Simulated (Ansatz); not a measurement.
Method: Ansatz, DFT PBE, scalar-relativistic, plane waves, PAW. Settings: cutoff 420 eV, Γ-centred meshes spaced at most about 0.3 Å⁻¹, and about 0.25 Å⁻¹ or finer for metals (2π included), Gaussian smearing. Collinear spin in cells that started with moments and kept them past the coarse steps, no spin elsewhere.

Energies over the elements count from the elements' standard structures at the same level (N₂ as a molecule), with no fitted energy shifts.

A relaxed structure of CaIrC4N4 has 28.26 Å³/atom, +0.530 eV/atom against the elements, a gap of 1.15 eV on its mesh, a net moment of 0.30 μB/atom:

```cif
data_structure
_symmetry_space_group_name_H-M 'P-43m'
_symmetry_Int_Tables_number 215
_cell_length_a 6.5626
_cell_length_b 6.5626
_cell_length_c 6.5626
_cell_angle_alpha 90.000
_cell_angle_beta 90.000
_cell_angle_gamma 90.000
_cell_volume 282.64
loop_
_atom_site_label
_atom_site_type_symbol
_atom_site_symmetry_multiplicity
_atom_site_Wyckoff_symbol
_atom_site_fract_x
_atom_site_fract_y
_atom_site_fract_z
_atom_site_occupancy
Ca1 Ca 1 a 0.00000 0.00000 0.00000 1
Ir1 Ir 1 b 0.50000 0.50000 0.50000 1
C1 C 4 e 0.21956 0.21956 0.21956 1
N1 N 4 e 0.32290 0.32290 0.32290 1
```

Question: Pt takes the place of Ir on the same sites, and the cell is relaxed. What changes?

Answer: CaPtC4N4 has a = 6.619 Å: 29.00 Å³/atom, +0.55 eV/atom against the elements, no gap on its mesh, a net moment of 0.20 μB/atom. The volume per atom changes by +2.6 % and the formation energy by +0.02 eV/atom (from unrounded values). The gap closes. Covalent radii: Ir 1.41 Å, Pt 1.36 Å; electronegativities 2.20 and 2.28. Around Ca lie 4 C at 2.50 Å; Pt has 4 N at 2.06 Å; C is surrounded by 1 N at 1.17 Å and 1 Ca at 2.50 Å; N has 1 C at 1.17 Å and 1 Pt at 2.06 Å.

```
Ca Pt C N
1.0
     6.61915    0.00000    0.00000
     0.00000    6.61915    0.00000
     0.00000    0.00000    6.61915
Ca Pt C N
1 1 4 4
Direct
  0.00000 0.00000 0.00000
  0.50000 0.50000 0.50000
  0.21788 0.21788 0.21788
  0.21788 0.78212 0.78212
  0.78212 0.21788 0.78212
  0.78212 0.78212 0.21788
  0.32011 0.32011 0.32011
  0.32011 0.67989 0.67989
  0.67989 0.32011 0.67989
  0.67989 0.67989 0.32011
```

The two cells were relaxed from separate starts that ended on the same group and sites; neither need be the stable form of its compound. Spin–orbit coupling, which can matter for Ir and Pt, is left out. Kohn–Sham gaps at this level usually fall short of measured ones. The reference form of C is held partly by dispersion forces, which this level lacks. Another magnetic order may lie lower. Cells relaxed within their symmetry can be saddle points.

The changes follow from the one extra valence electron of Pt rather than from its size. With Ca and cyanide in their usual charge states, both metals are divalent and sit in a tetrahedral field of N. The moment of the Ir cell fits a filled e set and a half-filled t2 set, where exchange splitting can leave a gap. In the Pt cell the added electron enters the minority-spin t2 states, lowering the moment from 0.30 to 0.20 μB/atom and leaving a partly filled degenerate set, hence no gap. These states are metal–N antibonding, which probably explains why the cell expands despite the smaller covalent radius of Pt: the growth lies almost wholly in the metal–N contacts, while Ca–C and C–N barely change.

Divalent Pt normally prefers square-planar, diamagnetic coordination and binds cyanide through C, so the metallic, magnetic state probably reflects the imposed cubic site and the reversed linkage. The result therefore doesn't establish metallicity as intrinsic to this composition; a Jahn–Teller distortion could open a gap.
